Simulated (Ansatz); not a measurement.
## How methods differ on CH5Si (SMILES [CH2][SiH3])

CH5Si: 7 atoms, total charge 0, spin state doublet. As SMILES, `[CH2][SiH3]`. The shape is that of a PBE0-D4/def2-TZVP optimisation.

```csv
atom,x (Å),y (Å),z (Å)
C,-0.1726,-1.1030,0.0474
Si,0.1323,0.7098,-0.0290
H,-1.1390,-1.5222,0.3085
H,0.5883,-1.8348,-0.2038
H,-0.1912,1.2566,-1.3791
H,-0.7197,1.4201,0.9618
H,1.5631,1.0056,0.2485
```

Each level gives the energy change with the C1–Si2 bond stretched from 1.840 to 2.300 Å (eV). The values are calculated.

| level | kind | program | value (eV) | less FCI/STO-3G |
| --- | --- | --- | --- | --- |
| UHF/STO-3G | Hartree–Fock | Ansatz | 1.81 | +0.35 |
| UBLYP/STO-3G | GGA | Ansatz | 1.38 | -0.08 |
| U-r2SCAN0/STO-3G | hybrid meta-GGA | Ansatz | 1.70 | +0.24 |
| U-wB97X/STO-3G | range-separated hybrid | Ansatz | 1.71 | +0.25 |
| UB2PLYP/STO-3G | double hybrid | Ansatz | 1.61 | +0.15 |
| RPA@PBE/STO-3G | RPA | Ansatz | 1.40 | -0.06 |
| UBCCD(T)/STO-3G | coupled cluster or CI | Ansatz | 1.47 | +0.01 |
| UCCSDT/STO-3G | coupled cluster or CI | Ansatz | 1.46 | 0.00 |
| FCI/STO-3G | exact in the basis | Ansatz | 1.46 | 0.00 |

FCI/STO-3G is exact within its basis and frozen core, so for wave-function methods in that basis the difference is their error; functionals converge differently with the basis, so for them it is only a difference. The first shape isn't each level's own minimum. The values span 1.38 to 1.81 eV. Spin contamination of the reference (⟨S²⟩ at least 0.1 too high) touches UHF/STO-3G, UBCCD(T)/STO-3G, UCCSDT/STO-3G. All rows use very small basis sets, so none should be taken for the real molecule's value.

Correlation lowers the cost of stretching the C–Si bond: the exact result in this basis is 1.46 eV, against 1.81 eV for UHF. As the bond lengthens, the gap between its σ and σ* orbitals narrows and the doubly excited σ*² configuration gains weight, so correlation stabilises the stretched shape more than the short one. Both coupled-cluster levels recover this almost completely, with UBCCD(T) only 0.01 eV above FCI. Connected triples treated perturbatively are therefore adequate here, and the spin contamination of the reference leaves little trace in the energy difference.

The density functionals fall on both sides of FCI, UBLYP below it and the three functionals with exact exchange above, probably because semilocal exchange mimics part of the left-right correlation that exact exchange leaves out. RPA also lies slightly low. The good agreement of coupled cluster is shown here only for a moderately stretched bond; at full dissociation an unrestricted reference can still describe the separated open-shell fragments, though these data don't test that limit.
